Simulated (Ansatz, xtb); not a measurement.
Ligand exchange: CH2ClF + CH8OSi2 → CH3FO + CH7ClSi2

Species: CH2ClF (chlorofluoromethane) `FCCl`, singlet; CH8OSi2 `C[SiH2][SiH2]O`, singlet; CH3FO `OCF`, singlet; CH7ClSi2 `C[SiH2][SiH2]Cl`, singlet. The partners trade Cl for OH: C–Cl and Si–OH bonds give way to C–OH and Si–Cl.

Shapes, held fixed at every level: PBE0-D4/def2-TZVP. Flexible molecules stand in one conformer, not always the lowest. Programs: Ansatz 0.2.0, xtb 6.7.1. Electronic energies: no zero-point or thermal term.

```
               level                   kind  ΔE (kJ/mol)  less CCSD(T)/CBS estimate  CPU time (sum over the molecules)
            GFN0-xTB         semi-empirical        -93.2                      -66.7                             0.15 s
       HF/def2-TZVPP           Hartree–Fock        -33.0                       -6.5                                  –
   PBE-D4/def2-TZVPP                    GGA        -29.7                       -3.2                               22 s
r2SCAN-D4/def2-TZVPP               meta-GGA        -28.2                       -1.7                               38 s
  PBE0-D4/def2-TZVPP          global hybrid        -32.8                       -6.3                               26 s
      MP2/def2-TZVPP    perturbation theory        -26.6                       -0.1                                  –
  CCSD(T)/def2-TZVPP  coupled cluster or CI        -27.3                       -0.8                             13 min
CCSD(T)/CBS estimate  coupled cluster or CI        -26.5                        0.0                             16 min
```

The highest level, CCSD(T)/CBS estimate, gives ΔE = -26.5 kJ/mol; the levels span -93.2 to -26.5. GFN0-xTB strays far from the other rows. The column of differences is taken from that level and isn't an error. No measured value is set beside it here. The CBS estimate extrapolates MP2 from def2-TZVPP and def2-QZVPP and adds CCSD(T) − MP2 in the triple-zeta set, cores frozen. Times are processor times on shared x86 and Arm servers, and rough.

The exchange is downhill at every level, with products favoured by 26.5 kJ/mol at the highest. That direction isn't what the silicon side alone would suggest, since silicon's strong, polar bond to oxygen, reinforced by its oxophilicity, is given up for Si–Cl. The compensation probably comes from the carbon side: in fluoromethanol an oxygen lone pair can donate into the C–F σ* orbital, an anomeric stabilisation that chlorine, a poorer π-donor towards carbon, provides less effectively in chlorofluoromethane. The preference therefore reflects the pairing of F and OH on one carbon rather than a general affinity of silicon for chlorine.

Hartree–Fock already gives the right sign and overshoots the highest level by only 6.5 kJ/mol, as expected when the number of electron pairs and single bonds is conserved and much of the correlation energy cancels. The outlying GFN0-xTB value suggests an imbalance in its description of these polar bonds, not a different chemical driving force. Separating the anomeric contribution from the intrinsic bond preferences would require the same exchange without fluorine.
